## Results and discussion

### The known rows

χT is the molar powder susceptibility χ multiplied by the temperature, in cm³ K/mol, for one Ho³⁺ ion treated by relativistic configuration interaction within 4f¹⁰. A fixed, freely turning moment obeys Curie's law and gives a constant χT. The values at 50 and 100 K are withheld and are to be predicted.

Powder χT of Ho³⁺ (4f¹⁰) by Van Vleck's formula, computed with radial Dirac CI 1: Dirac-Coulomb-Breit CI with KLI orbitals and model QED, one configuration in a parametric crystal field. Valence Slater integrals are scaled by 0.75; the site symmetry is D3h, with Wybourne parameters B20 = 310, B40 = 220, B60 = −300 and B66 = 720 cm⁻¹.

```
temperature (K)  χT (cm3 K/mol)
              2           3.210
              5           6.639
             10           8.519
             20           10.03
             50               ?
            100               ?
            200           13.54
            300           13.69
```

The reference is the free ⁵I₈ multiplet: χT = C₀g²J(J+1)/3 with C₀ = N μ_B²/k, g = 5/4 and J = 8 gives 14.07, so C₀g² = 14.07/24 = 0.586. All six known rows lie below it, by 2.7% at 300 K and by more than a factor of four at 2 K. The calculation holds a single ion, so antiferromagnetic exchange is excluded as the cause. The same calculation gives a non-degenerate ground level with the first excitation at 8.70 cm⁻¹, or 12.5 K. A singlet of an even-electron ion has no permanent moment, and the table shows the consequence: χ goes from 1.605 cm³/mol at 2 K to 1.328 at 5 K, a drop of 17% where Curie's law requires 60%.

### The 2 K row: an induced moment

Van Vleck's formula for one multiplet reads

χT = C₀g² kT Σ |J_ij|² (p_i − p_j)/(E_j − E_i),

where p_i is the Boltzmann population of state i, E_i its energy, and |J_ij|² the squared matrix element of J averaged over three directions. For a degenerate pair the fraction becomes p_i/kT, the Curie part. At 2 K the Boltzmann factor of the first excited level is 0.002, so only the singlet counts, and χ = 2C₀g²A/Δ, with Δ = 12.5 K and A the squared element summed over that level. If the whole response is assigned to this gap, A = 1.605 × 12.5/(2 × 0.586) = 17.1. The sum of |J|² over all states of the multiplet is J(J+1)/3 = 24, so up to about 70% of the strength available to the singlet sits in the lowest excitation; the figure is an upper bound because higher levels add a little. χ is then constant, and χT must go to zero linearly as T → 0. This is the weak-field limit, and a measurement at 2 K in a strong field need not follow it.

The level list of the run shows that the excited level is a doublet. The coupling across the gap, with only these three states populated, gives χT = 1.605 T (p₀ − p₁). At 20 K the Boltzmann factor is 0.535, so p₀ − p₁ = 0.465/2.07 = 0.225 and χT = 7.2, well short of the tabulated 10.03. The lowest gap governs the first few kelvin, but by 20 K more than a quarter of χT comes from elsewhere, in the model mostly from the higher levels, on which the withheld rows depend.

### The field projected on J = 8

The state M = 8 of ⁵I₈ is one determinant: seven electrons with spin up, which form a spherical half shell, and three with spin down in m = 3, 2, 1. Its expectation value of each field operator of rank k is a sum of three one-electron terms, for rank 2 −1/3 + 0 + 1/5 = −2/15. The Wigner-Eckart theorem extends these three numbers (k = 2, 4, 6) to a 17 × 17 matrix in which B66 couples M to M ± 6. The field parameters are those put into the calculation, so agreement tests only the projection on one pure multiplet, not the field itself, which has no covalency.

Without any adjustable number the model gives a singlet with a gap of 9.71 cm⁻¹ against the computed 8.70, and its χT is 8.8% below the table at 2 K, as too wide a gap implies. The computed ground spin of 1.931 rather than 2 shows that spin-orbit coupling mixes other terms into ⁵I₈, which by standard theory changes both g and the effective field strength. Two numbers were therefore fitted by least squares to ln χT of the six known rows: g = 1.241 and a common field scale s = 0.896. The worst error is 0.23% of the table value, at 20 K, several times the rounding of 0.05%. The fitted gap is 8.70 cm⁻¹; this is only partly independent support, since the 2 K row, which was in the fit, fixes essentially A/Δ.

The make-up of the states and the anisotropy given next come from the model alone. The ground singlet is about half M = 0 and half the symmetric combination of M = ±6; the doublet above it consists of |M| = 1, 5 and 7, one step of J± away. J_z connects the singlet only to the antisymmetric ±6 state near 120 cm⁻¹. The ion is therefore easy-plane when cold: χT at 2 K is 4.70 perpendicular to the threefold axis and 0.24 along it. Further levels lie at 42, 52 and 95 cm⁻¹, and the multiplet ends at 316; the level list of the run, which was not fitted, agrees with these four to about 2 cm⁻¹. At 50 and 100 K, kT is about 35 and 70 cm⁻¹, so these levels fill, and it is mainly the parallel component that grows.

A pair of levels split by Δ contributes its full Curie share times tanh(x)/x with x = Δ/2kT, so the shortfall at high temperature starts as Δ²/12(kT)²; the 1/T term is a trace of the field and cancels in a powder. At 300 K this leading term gives 1.3% against 1.2% for the full sum, but at 50 K it gives 48% against 14%, because kT is then small beside the span.

### Predictions

The forecast, made before the program, was that both values lie between 10.03 and 13.54, with no maximum and a curve concave in T, at 12.0 ± 0.3 for 50 K and 13.0 ± 0.15 for 100 K. It was also expected that the parameter-free model overshoots at 200 and 300 K by about 1 to 2% (found: 1.0 and 1.3%), that g falls slightly below 1.25 (it does), and that s is about 0.9 to 0.95 (0.896 falls just under that range).

The fitted model gives 11.99 ± 0.08 at 50 K and 12.99 ± 0.12 at 100 K. Each bar is the spread among three versions fitted to the same rows in the same way: the one above, one with a separate scale for rank 2, and one with s fixed at 0.928, the ratio of the computed stabilisation energy to that of the unscaled model.

Two simpler forms were also carried forward. C − a/T² through the 200 and 300 K rows gives 9.49 and 12.73 and was expected to fall too low, badly at 50 K. A Curie-Weiss form CT/(T + θ), fitted to ln χT at 20, 200 and 300 K only, since a singlet saturates below that, has θ = 8.1 K and gives 12.12 and 13.02. It might land inside both ranges while failing at 5 K, and such a hit would prove nothing.

### The computed values

The withheld rows as computed:

```
temperature (K)  χT (cm3 K/mol)
             50           12.00
            100           12.99
```

Both forecasts hold: 12.00 and 12.99 lie within 0.01 of the central values, inside the stated bounds, and the slope falls from interval to interval between 20 and 200 K. The fitted model is low by 0.014 at 50 K, more than the rounding of 0.005 and of the same sign as its error at 20 K; at 100 K it is high by 0.004, within the rounding. The bars were far too wide, because the version tied to the stabilisation energy set them and it misses by 0.06 and 0.12.

The 1/T² law is low by 2.51 and 0.26, as the failure of the expansion predicted. The hits, however, carry modest weight, for these rows are interpolations on a smooth curve. The parameter-free model is within 0.06 at both, because its error changes sign between 20 and 200 K: too wide a field lowers χT, too large a g raises it. Curie-Weiss misses by only 0.12 and 0.03, yet is 19% below the table at 5 K. Its positive θ, which could be mistaken for antiferromagnetic coupling, here mimics a spread of crystal-field gaps.

### The 300 K row and what remains open

Near room temperature the curve looks Curie-like, but in the model only 1.62 of 13.71 comes from degenerate pairs. The rest is the Van Vleck sum, which turns into a 1/T law once kT exceeds the gaps. Temperature-independent and Curie behaviour are thus two limits of the same matrix elements. Within one multiplet χT depends on T/s only, so a field half as strong would double the low-temperature plateau of χ and shift the whole curve to half the temperature. An odd-electron neighbour such as Er³⁺ keeps a Kramers doublet and a finite χT as T → 0.

The model divides the 2.7% shortfall at 300 K into 1.2% from the field and about 1.4% from g, the Curie limit being 13.87 instead of 14.07. The table itself does not separate the two, g and s trade against each other in part, and the amount of term mixing depends on the scaling of the Slater integrals. Mixing with ⁵I₇, a little over 5000 cm⁻¹ higher in the level list of the run, would add of the order of 0.02 to χT at 300 K and is left out of the model.

One disagreement needs a closer look. The gap asks for a scale of 0.897, the stabilisation energy for 0.928, and the fitted model gives −140.9 cm⁻¹ against the computed −145.8. The level list of the run shows where the difference lies. Its ground level is as far below the mean of the 17 states of ⁵I₈ as in the fitted model, where that mean is the zero of energy; the two depths agree to well within 1 cm⁻¹. The missing 5 cm⁻¹ is therefore not a splitting but a shift of the whole multiplet. Such a downward shift is expected when the field mixes in higher levels, which the projection leaves out; this is the likely cause if the stabilisation energy is counted from the free-ion level, as assumed here. A powder curve, sensitive only to level differences, cannot show it.
